\section*{Phonon drag: Bailyn formula and geometric sign rule}

\subsection*{1. Premises and conventions}
Electrons have charge $-e$, $e>0$. The label $k$ includes band and spin, $\mathbf v_k=\hbar^{-1}\nabla_k\varepsilon_k$. The label $q$ includes the branch, $\mathbf q$ lies in the first zone, $\mathbf v_q=\nabla_q\omega_q$. Volume $V$; formulas in SI. The thermopower is defined by $\mathbf J=\sigma\boldsymbol{\mathcal E}-\sigma S\nabla T$, $\boldsymbol{\mathcal E}=\mathbf E+\nabla\mu/e$.
\begin{itemize}
\item[P1] Both gases obey stationary Boltzmann equations, linear in $\boldsymbol{\mathcal E}$ and $\nabla T$; no magnetic field.
\item[P2] They couple by one-phonon processes at golden-rule rates. In the repeated zone scheme $\mathbf k'=\mathbf k+\mathbf q$, which covers umklapp.
\item[P3] All other phonon scattering (boundaries, defects, phonons) relaxes mode $q$ to local equilibrium with a time $\tau^{o}_q$.
\item[P4] All other electron scattering is a symmetric, non-negative linear operator $C^{\rm imp}$ (detailed balance).
\item[P5] Cubic symmetry, so $\sigma$ and $S$ are scalars.
\end{itemize}

\subsection*{2. Linearised collision term}
Write $f_k=f^0_k+f^0_k(1-f^0_k)\phi_k$ and $N_q=N^0_q+N^0_q(N^0_q+1)\psi_q$. To first order
\begin{equation}
\frac{f_k}{1-f_k}=e^{-(\varepsilon_k-\mu)/k_BT}(1+\phi_k),\qquad \frac{N_q}{N_q+1}=e^{-\hbar\omega_q/k_BT}(1+\psi_q).
\end{equation}
Let $W=(2\pi/\hbar)|g|^2\delta(\varepsilon_{k'}-\varepsilon_k-\hbar\omega_q)$. Absorption $k+q\to k'$ minus the inverse emission is
\begin{equation}
W(1-f_k)(1-f_{k'})(N_q+1)\left[\frac{f_k}{1-f_k}\frac{N_q}{N_q+1}-\frac{f_{k'}}{1-f_{k'}}\right].
\end{equation}
Energy conservation makes the bracket vanish in equilibrium, so the prefactor takes equilibrium values:
\begin{equation}
\text{net rate}=P(q;k,k')\,(\phi_k+\psi_q-\phi_{k'}),\qquad P=Wf^0_k(1-f^0_{k'})N^0_q\ge0 .
\label{net}
\end{equation}
Each process is counted once, with $k$ the lower and $k'$ the upper state; emission is already inside \eqref{net}. From $f^0_k-f^0_{k'}=f^0_k(1-f^0_{k'})(1-e^{-\hbar\omega_q/k_BT})=f^0_k(1-f^0_{k'})/(N^0_q+1)$,
\begin{equation}
\sum_{kk'}P=\frac{N^0_q(N^0_q+1)}{\tau^{e}_q},\qquad \frac1{\tau^e_q}=\sum_{kk'}W\,(f^0_k-f^0_{k'}).
\label{taue}
\end{equation}

\subsection*{3. Phonon equation}
The drift term is $\mathbf v_q\cdot\nabla T\,\partial N^0_q/\partial T=(C_q/\hbar\omega_q)\mathbf v_q\cdot\nabla T$, with the mode heat capacity $C_q=\hbar\omega_q\,\partial N^0_q/\partial T=k_Bx^2N^0_q(N^0_q+1)$, $x=\hbar\omega_q/k_BT$. With P3,
\begin{equation}
\frac{C_q}{\hbar\omega_q}\mathbf v_q\cdot\nabla T=-\Gamma_q\psi_q+\sum_{kk'}P(\phi_{k'}-\phi_k),\qquad
\Gamma_q=N^0_q(N^0_q+1)\left(\frac1{\tau^e_q}+\frac1{\tau^o_q}\right).
\end{equation}
Define the share of one electronic process in the total relaxation of mode $q$:
\begin{equation}
\alpha(q;k,k')=\frac{P(q;k,k')}{\Gamma_q},\qquad \alpha_q=\sum_{kk'}\alpha=\frac{\tau^o_q}{\tau^o_q+\tau^e_q}\le1 .
\end{equation}
The denominator contains all phonon scattering, electronic or not. Solving,
\begin{equation}
\psi_q=-\frac{C_q}{\hbar\omega_q\Gamma_q}\mathbf v_q\cdot\nabla T+\sum_{kk'}\alpha\,(\phi_{k'}-\phi_k).
\label{psi}
\end{equation}

\subsection*{4. Electron equation}
With $n_k=f^0_k(1-f^0_k)=-k_BT\,\partial f^0/\partial\varepsilon$, the terms $\mathbf v_k\cdot\nabla f^0$ and $-(e\mathbf E/\hbar)\cdot\nabla_kf^0$ add to the left side below. By \eqref{net}, state $k$ loses as lower and gains as upper state:
\begin{equation}
\frac{n_k}{k_BT}\mathbf v_k\cdot\left[e\boldsymbol{\mathcal E}+\frac{\varepsilon_k-\mu}{T}\nabla T\right]=-(C^0\phi)_k+\sum_q b_q(k)\psi_q ,
\label{el}
\end{equation}
\begin{equation}
b_q(k)=\sum_{k''}P(q;k'',k)-\sum_{k'}P(q;k,k'),\qquad (u,b_q)=\sum_{kk'}P\,(u_{k'}-u_k),
\label{b}
\end{equation}
where $(u,w)=\sum_ku_kw_k$, and $C^0$, the operator for equilibrium phonons, has
$(u,C^0w)=(u,C^{\rm imp}w)+\sum_{qkk'}P(u_{k'}-u_k)(w_{k'}-w_k)$. The last term of \eqref{psi} is $(\phi,b_q)/\Gamma_q$. Insert \eqref{psi} into \eqref{el}:
\begin{equation}
(C\phi)_k=-\frac{n_k}{k_BT}\mathbf v_k\cdot\left[e\boldsymbol{\mathcal E}+\frac{\varepsilon_k-\mu}{T}\nabla T\right]-\sum_q\frac{C_q}{\hbar\omega_q}(\mathbf v_q\cdot\nabla T)\frac{b_q(k)}{\Gamma_q},
\label{C}
\end{equation}
\begin{equation}
(u,Cw)=(u,C^0w)-\sum_q\frac{(u,b_q)(w,b_q)}{\Gamma_q}.
\end{equation}
$C$ is symmetric by inspection. It is non-negative: the Cauchy--Schwarz inequality gives $(u,b_q)^2\le(\sum P)\sum P(u_{k'}-u_k)^2$, and $\sum P\le\Gamma_q$. The drives are odd under $\mathbf k\to-\mathbf k$, $\mathbf q\to-\mathbf q$ (time reversal), so the even zero mode $\phi=$ const plays no part. On odd functions $C$ is invertible once impurities relax the current. Define the vector mean free path by
\begin{equation}
(C\boldsymbol\Lambda)_k=n_k\mathbf v_k .
\label{Lam}
\end{equation}

\subsection*{5. Current and Bailyn formula}
Equation \eqref{Lam} and the symmetry of $C$ give the current without solving for $\phi$:
\begin{equation}
\mathbf J=-\frac eV\sum_kn_k\mathbf v_k\phi_k=-\frac eV(C\boldsymbol\Lambda,\phi)=-\frac eV(\boldsymbol\Lambda,C\phi).
\end{equation}
The three drives in \eqref{C} give three terms; by P5 each tensor equals one third of its trace. The first two give
\begin{equation}
\sigma=\frac{e^2}{3V}\sum_k\left(-\frac{\partial f^0}{\partial\varepsilon}\right)\mathbf v_k\cdot\boldsymbol\Lambda_k,\qquad
S_d=-\frac{e}{3\sigma VT}\sum_k\left(-\frac{\partial f^0}{\partial\varepsilon}\right)(\varepsilon_k-\mu)\,\mathbf v_k\cdot\boldsymbol\Lambda_k .
\label{sig}
\end{equation}
The third, by \eqref{b}, is
\begin{equation}
\mathbf J_g=+\frac eV\sum_q\frac{C_q}{\hbar\omega_q}(\mathbf v_q\cdot\nabla T)\sum_{kk'}\alpha\,(\boldsymbol\Lambda_{k'}-\boldsymbol\Lambda_k)=-\sigma S_g\nabla T .
\end{equation}
Hence $S=S_d+S_g$ with
\begin{equation}
\boxed{S_g=-\frac{e}{3\sigma V}\sum_q\frac{C_q}{\hbar\omega_q}\,\mathbf v_q\cdot\sum_{kk'}\alpha(q;k,k')\,(\boldsymbol\Lambda_{k'}-\boldsymbol\Lambda_k)}
\label{B}
\end{equation}
Under P1--P5 this is exact, provided $\boldsymbol\Lambda$ and $\sigma$ come from $C$, which includes the return of momentum from the dragged phonons. The form $\boldsymbol\Lambda_k=\mathbf v_k\tau_k$ is a further assumption:
\begin{itemize}
\item[P6] Impurities dominate $C$ and admit a relaxation time $\tau_k>0$.
\end{itemize}

\emph{Kelvin relation.} Put $\nabla T=0$. Then $\phi_k=-e\boldsymbol{\mathcal E}\cdot\boldsymbol\Lambda_k/k_BT$ by \eqref{C} and \eqref{Lam}, and $\psi_q$ follows from \eqref{psi}. With $\hbar\omega_qN^0_q(N^0_q+1)=C_qk_BT^2/\hbar\omega_q$ the phonon heat current is
\begin{equation}
\frac1V\sum_q\hbar\omega_q\mathbf v_qN^0_q(N^0_q+1)\psi_q=-\frac{eT}V\sum_q\frac{C_q}{\hbar\omega_q}\mathbf v_q\sum_{kk'}\alpha\,\boldsymbol{\mathcal E}\cdot(\boldsymbol\Lambda_{k'}-\boldsymbol\Lambda_k)=TS_g\,\sigma\boldsymbol{\mathcal E}.
\end{equation}
The drag Peltier coefficient is $TS_g$, as reciprocity requires.

\subsection*{6. Geometric sign rule}
Add two premises.
\begin{itemize}
\item[P7] Degeneracy: $k_BT,\hbar\omega_q\ll E_F$. The factor $f^0_k(1-f^0_{k'})$ then confines $k$ and $k'$ to the Fermi surface, and $\mathbf q=\mathbf k'-\mathbf k$ is a chord of it in the repeated zone scheme.
\item[P8] $\mathbf v_q=v_q\hat{\mathbf q}$ with $v_q>0$ (isotropic acoustic branch).
\end{itemize}
In \eqref{B} the factors $C_q$, $\omega_q$, $\alpha$, $\sigma$, $v_q$ are positive. A chord therefore contributes with the sign of
\begin{equation}
-\hat{\mathbf q}\cdot(\boldsymbol\Lambda_{k'}-\boldsymbol\Lambda_k)=\tau_k\,\hat{\mathbf q}\cdot\mathbf v_k-\tau_{k'}\,\hat{\mathbf q}\cdot\mathbf v_{k'} .
\label{sign}
\end{equation}
The velocity is normal to the Fermi surface and points to higher energy, from filled to empty states.
\begin{itemize}
\item Chord across a filled region. At $k$ it enters filled states, $\hat{\mathbf q}\cdot\mathbf v_k<0$; at $k'$ it leaves them, $\hat{\mathbf q}\cdot\mathbf v_{k'}>0$. Both terms of \eqref{sign} are negative: negative drag.
\item Chord across an empty region. Both inequalities reverse: positive drag.
\end{itemize}
No ratio of $\tau_k$ to $\tau_{k'}$ changes these signs. Only the two end segments matter. A chord with an even number of intermediate crossings of the surface has end segments of one kind and obeys the rule for that kind. With an odd number the two terms have opposite signs, and geometry alone does not fix the result. All chords within a convex hole pocket cross empty states, so intrapocket drag is positive. A warped pocket with concave parts also has chords across filled states, which subtract. Chords between two pockets come in all three kinds.

\subsection*{7. Spherical hole pocket}
Take $\varepsilon_k=-\hbar^2k^2/2m$, hole density $p=k_F^3/3\pi^2$ (two spin states), $E_F=\hbar^2k_F^2/2m$, constant $\tau$, and $\omega=sq$. Then $\mathbf v_k=-\hbar\mathbf k/m$, so $\boldsymbol\Lambda_{k'}-\boldsymbol\Lambda_k=-\hbar\tau\mathbf q/m$ for every pair. In \eqref{sig} use $(-\partial f^0/\partial\varepsilon)\mathbf v=\hbar^{-1}\nabla_k(1-f^0)$, integrate by parts, and insert $\nabla_k\cdot\mathbf v=-3\hbar/m$: $\sigma=pe^2\tau/m$. With $\mathbf v_q\cdot\mathbf q=\omega_q$, $\tau$ and $m$ cancel:
\begin{equation}
S_g=+\frac{1}{3peV}\sum_qC_q\,\alpha_q .
\label{Sh}
\end{equation}
Reading: the phonon pressure is a third of the energy density, mode $q$ hands the fraction $\alpha_q$ of its share of the force $-\sum_qC_q\nabla T/3V$ to the holes, and the force $pe\boldsymbol{\mathcal E}$ balances it. An electron sphere gives the opposite sign.

\emph{Energy-dependent $\tau$.} Take $z\parallel\mathbf q$. Energy conservation fixes $k_z=-ms/\hbar-q/2$, so $\mathbf q\cdot\mathbf v_k=\omega+\hbar q^2/2m$, $\mathbf q\cdot\mathbf v_{k'}=\omega-\hbar q^2/2m$, and
\begin{equation}
\mathbf q\cdot(\boldsymbol\Lambda_{k'}-\boldsymbol\Lambda_k)=-(\tau_k+\tau_{k'})\frac{\hbar q^2}{2m}+\omega(\tau_{k'}-\tau_k).
\end{equation}
For $\tau\propto E^r$ in the hole energy $E=-\varepsilon$, $|\tau_{k'}-\tau_k|\simeq|r|\tau\hbar\omega/E_F$. The second term is $|r|ms^2/E_F=2|r|(s/v_F)^2$ of the first, $v_F=\hbar k_F/m$.

\emph{Phonon--hole rate.} Model coupling: longitudinal branch only, spin conserving, deformation potential $\Xi$ (Bloch overlap absorbed), mass density $\rho$, static screening $\epsilon(q)$ by the holes:
$|g|^2=\hbar\Xi^2q/[2\rho Vs\,\epsilon(q)^2]$. In \eqref{taue} the delta function removes $k_z$ with Jacobian $m/\hbar^2q$, and $2\pi k_\perp dk_\perp=2\pi m\,dE/\hbar^2$. With hole occupation $f_h(E)=1-f^0$ and $E$ the hole energy of state $k'$,
\begin{equation}
\sum_{k}(f^0_k-f^0_{k'})\delta(\varepsilon_{k'}-\varepsilon_k-\hbar\omega)=\frac{2V}{(2\pi)^3}\frac{2\pi m^2}{\hbar^4q}\int_{E_0}^\infty\!dE\,[f_h(E)-f_h(E+\hbar\omega)],
\end{equation}
$E_0=(\hbar^2/2m)(q/2-ms/\hbar)^2$. The integral equals $\int_{E_0}^{E_0+\hbar\omega}f_h\,dE$. For step occupation this is $\hbar\omega$ for $q<2k_F-2ms/\hbar$ and zero for $q>2k_F+2ms/\hbar$; for $s\ll v_F$ the ramp becomes a step at $2k_F$, the longest chord. The sum is $Vm^2s/2\pi^2\hbar^3$, and
\begin{equation}
\frac1{\tau^e_q}=\frac{u\,q}{\epsilon(q)^2}\quad(q<2k_F),\qquad u=\frac{\Xi^2m^2}{2\pi\rho\hbar^3}.
\end{equation}
For $\epsilon$ adopt the static Lindhard form, with $y=q/2k_F$ and $a^*=\epsilon_ra_0m_e/m$:
\begin{equation}
\epsilon=1+\frac{\kappa}{y^2}\left[\frac12+\frac{1-y^2}{4y}\ln\frac{1+y}{1-y}\right],\qquad \kappa=\frac{1}{\pi a^*k_F}.
\end{equation}
Let grain boundaries set $\tau^o=L/s$. Then $\alpha=[1+\lambda\epsilon^2/y]^{-1}$, $\lambda=\ell_0/L$, $\ell_0=s/2k_Fu$. In \eqref{Sh} use $V^{-1}\sum_q=\int q^2dq/2\pi^2$, $q=2k_Fx/x_c$, $x_c=T_B/T$, $k_BT_B=2\hbar sk_F$, and $6\pi^2p=2k_F^3$:
\begin{equation}
S_g=\frac{k_B}{e}\frac{4}{x_c^3}\,\mathcal J,\qquad \mathcal J=\int_0^{x_c}\!dx\,\frac{x^4e^x}{(e^x-1)^2}\,\alpha(x/x_c).
\label{J}
\end{equation}
Limits. With $\alpha=1$ and $T\ll T_B$, $\mathcal J=4\pi^4/15$ and $S_g\propto T^3$. With $\alpha=1$ and $T\gg T_B$, $\mathcal J=x_c^3/3$ and $S_g=4k_B/3e=115\ \mu$V/K, since $4p$ modes per volume have $q<2k_F$; anharmonic scattering lowers this ceiling. At finite $L$ and small $y$, $\alpha\to y^5/\lambda\kappa^2$, so $S_g\propto T^8$ while $q\ell\gg1$ still holds ($\ell=v_F\tau$).

\emph{Diffusion part.} The Sommerfeld expansion of \eqref{sig}, with weight $v^2\tau\,D(E)\propto E^{r+3/2}$ ($D$ the density of states) and $\varepsilon-\mu=-(E-E_F)$, gives $S_d=+(\pi^2/3)(k_B/e)(k_BT/E_F)(r+3/2)$.

\emph{Test of P6.} A hole drift $\mathbf u_d$ has $\phi_k=+\hbar\mathbf k\cdot\mathbf u_d/k_BT$, as follows from $\phi_k=-e\boldsymbol{\mathcal E}\cdot\boldsymbol\Lambda_k/k_BT$ with $\boldsymbol\Lambda_k=-\hbar\tau\mathbf k/m$ and $\mathbf u_d=e\tau\boldsymbol{\mathcal E}/m$. With $\psi=0$, \eqref{net} gives holes a momentum loss rate $\sum P\,\hbar\mathbf q\,(\hbar\mathbf q\cdot\mathbf u_d)/k_BT=pVm\mathbf u_d/\tau_{ep}$. Using \eqref{taue}, the angular average and $\hbar^2q^2N^0(N^0+1)/k_BT=C_qT/s^2$,
\begin{equation}
\frac1{\tau_{ep}}=\frac{T}{3pms^2V}\sum_q\frac{C_q}{\tau^e_q}\le\frac{eS_1T}{ms^2}\,2k_Fu ,
\label{tep}
\end{equation}
where $S_1$ is \eqref{J} at $\alpha=1$.

\subsection*{8. Range of validity}
\begin{itemize}
\item Equation \eqref{B}: P1--P5. P2 needs sharp hole momenta, $k_F\ell\gg1$ and $q\ell\gg1$. P3 fails when normal phonon--phonon processes dominate: they pass momentum between modes without destroying it, and $\Gamma_q$ becomes a matrix. Below cubic symmetry $\sigma$ and $S_g$ are tensors.
\item $\boldsymbol\Lambda=\mathbf v\tau$: $\tau/\tau_{ep}\ll1$. Otherwise \eqref{Lam} must be solved, and $\boldsymbol\Lambda$ need not be parallel to $\mathbf v$.
\item Sign rule: P6--P8. It is safe when elastic anisotropy tilts $\mathbf v_q$ from $\mathbf q$ by less than the angle between chord and surface, and it reverses for modes with $\mathbf v_q$ antiparallel to $\mathbf q$. It fixes the sign of each chord; the total needs the weights $\alpha$.
\item Equations \eqref{Sh} and \eqref{J}: one parabolic sphere, $T$ well below the energies of interpocket phonons, and anharmonic and point-defect rates small against $s/L$.
\end{itemize}

\subsection*{9. Numerical illustration}
Illustrative inputs, of a size typical for heavily doped cubic semiconductors and tied to no material: $p=2\times10^{19}$ cm$^{-3}$, $m=0.40\,m_e$, $\epsilon_r=15$, $\Xi=5$ eV, $\rho=5.0$ g/cm$^3$, $s=5.0$ km/s, mobility $200$ cm$^2$/Vs, $L=5\ \mu$m, $T=10$ K.

Holes: $k_F=0.840$ nm$^{-1}$, $E_F=67.2$ meV, $v_F=2.43\times10^7$ cm/s, $a^*=1.98$ nm, $\kappa=0.191$, $\tau=45$ fs, $\ell=11$ nm. Phonons: $T_B=64.1$ K, $x_c=6.41$, $u=2.31$ m/s, $\ell_0=1.29\ \mu$m, $\lambda=0.257$, $s/L=1.0\times10^9$ s$^{-1}$.
\begin{center}
\begin{tabular}{c|ccccc}
$y$&0.2&0.4&0.6&0.8&1.0\\\hline
$\epsilon$&5.71&2.13&1.46&1.22&1.10\\
$\alpha$&0.023&0.255&0.522&0.675&0.764
\end{tabular}
\end{center}
The prefactor in \eqref{J} is $4k_B/ex_c^3=1.31\ \mu$V/K. Quadrature gives $\mathcal J=20.4$ at $\alpha=1$, so $S_1=27\ \mu$V/K, and $\mathcal J=9.63$ with the tabulated $\alpha$; the mean share is 0.47. The model's drag thermopower is
\begin{equation}
S_g\simeq+13\ \mu\text{V/K},\qquad S_d\simeq+3.6\,(r+3/2)\ \mu\text{V/K}.
\end{equation}

Premises: $k_BT/E_F=0.013$; $s/v_F=0.021$; the $\tau(E)$ correction is $8.5\times10^{-4}|r|$; \eqref{tep} gives $\tau/\tau_{ep}\le8\times10^{-4}$; $k_F\ell=9.3$, and $q\ell=13$ near the maximum of the integrand at $y\approx0.7$.

Neglected terms. A shift $\delta y$ of the cutoff changes $\mathcal J$ by the fraction $1.4\,\delta y$. Collision broadening, $\delta y\sim1/2k_F\ell=0.054$, thus leaves $S_g$ uncertain by about 8 per cent. Screening matters more: $\epsilon=1$ gives $18\ \mu$V/K, and the Lindhard form is only approximate at $r_s=(3/4\pi p)^{1/3}/a^*=1.15$. The largest omission is shear coupling. A dilatation potential leaves transverse phonons uncoupled, whereas anisotropic pockets and degenerate valence-band edges couple to shear strain. For two branches with an illustrative $s_T=3.0$ km/s, $x_c=3.85$, and \eqref{J} at $\alpha=1$ bounds their contribution by $1.2\times10^2\ \mu$V/K. In such a band the transverse term can exceed the longitudinal one; within a convex pocket it has the same positive sign.